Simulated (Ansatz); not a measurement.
**Abstraction of Br: CHBr2Cl + GeH2Br → CHBrCl + GeH2Br2**

Species: CHBr2Cl (chlorodibromomethane) `ClC(Br)Br`, singlet; GeH2Br `[GeH2][Br]`, doublet; CHBrCl `Cl[CH]Br`, doublet; GeH2Br2 `[Br][GeH2][Br]`, singlet. A radical takes Br: the energy is the difference in strength between the C–Br bond broken and the Ge–Br bond made.

Shapes, held fixed at every level: PBE0-D4/def2-TZVP. Programs: Ansatz 0.2.0. The zero-point and thermal change to 298 K, harmonic and unscaled (PBE0-D4/def2-TZVP), is -1.2 kJ/mol.

```json
{"level": "HF/def2-TZVPP", "kind": "Hartree–Fock", "ΔH(298 K) (kJ/mol)": "-134.7", "less CCSD(T)/def2-TZVPP": "-37.7"}
{"level": "SPW92/def2-TZVPP", "kind": "LDA", "ΔH(298 K) (kJ/mol)": "-81.2", "less CCSD(T)/def2-TZVPP": "+15.8"}
{"level": "r2SCAN0-D4/def2-TZVPP", "kind": "global hybrid", "ΔH(298 K) (kJ/mol)": "-111.6", "less CCSD(T)/def2-TZVPP": "-14.6"}
{"level": "MP2/def2-SVP", "kind": "perturbation theory", "ΔH(298 K) (kJ/mol)": "-91.0", "less CCSD(T)/def2-TZVPP": "+6.0"}
{"level": "CCSD(T)/def2-SVP", "kind": "coupled cluster or CI", "ΔH(298 K) (kJ/mol)": "-98.6", "less CCSD(T)/def2-TZVPP": "-1.6"}
{"level": "CCSD/def2-SVP", "kind": "coupled cluster or CI", "ΔH(298 K) (kJ/mol)": "-103.4", "less CCSD(T)/def2-TZVPP": "-6.4"}
{"level": "CCSD(T)/def2-TZVPP", "kind": "coupled cluster or CI", "ΔH(298 K) (kJ/mol)": "-97.0", "less CCSD(T)/def2-TZVPP": "0.0"}
```

The highest level, CCSD(T)/def2-TZVPP, gives ΔH(298 K) = -97.0 kJ/mol; the levels span -134.7 to -81.2. The column of differences is taken from that level and isn't an error. No measured value is set beside it here. Open shells run unrestricted unless RO is named. Relativity is left out for Br, Ge unless named. Correlated rows may include outer-core shells of Br, Ge, which these sets cover unevenly.

Bromine transfer from carbon to germanium is clearly exothermic at every level, with -97.0 kJ/mol from CCSD(T)/def2-TZVPP, so the Ge–Br bond formed is stronger than the C–Br bond broken. Germanium is more electropositive than carbon, which gives its bond to bromine a larger ionic contribution. On the carbon side, the remaining halogens stabilise the CHBrCl radical by lone-pair delocalisation into the singly occupied orbital, and loss of one bromine relieves crowding.

Hartree–Fock exaggerates the driving force and LDA understates it, probably because the correlation energy lost with the C–Br bond exceeds that gained with the Ge–Br bond, an imbalance the former omits and the latter overestimates. Within def2-SVP, perturbative triples make the reaction less exothermic than CCSD does, while MP2 goes further in the same direction. The coupled-cluster value moves little on going to the larger basis. The favourable enthalpy does not establish a low barrier or a preference for bromine over hydrogen or chlorine abstraction.
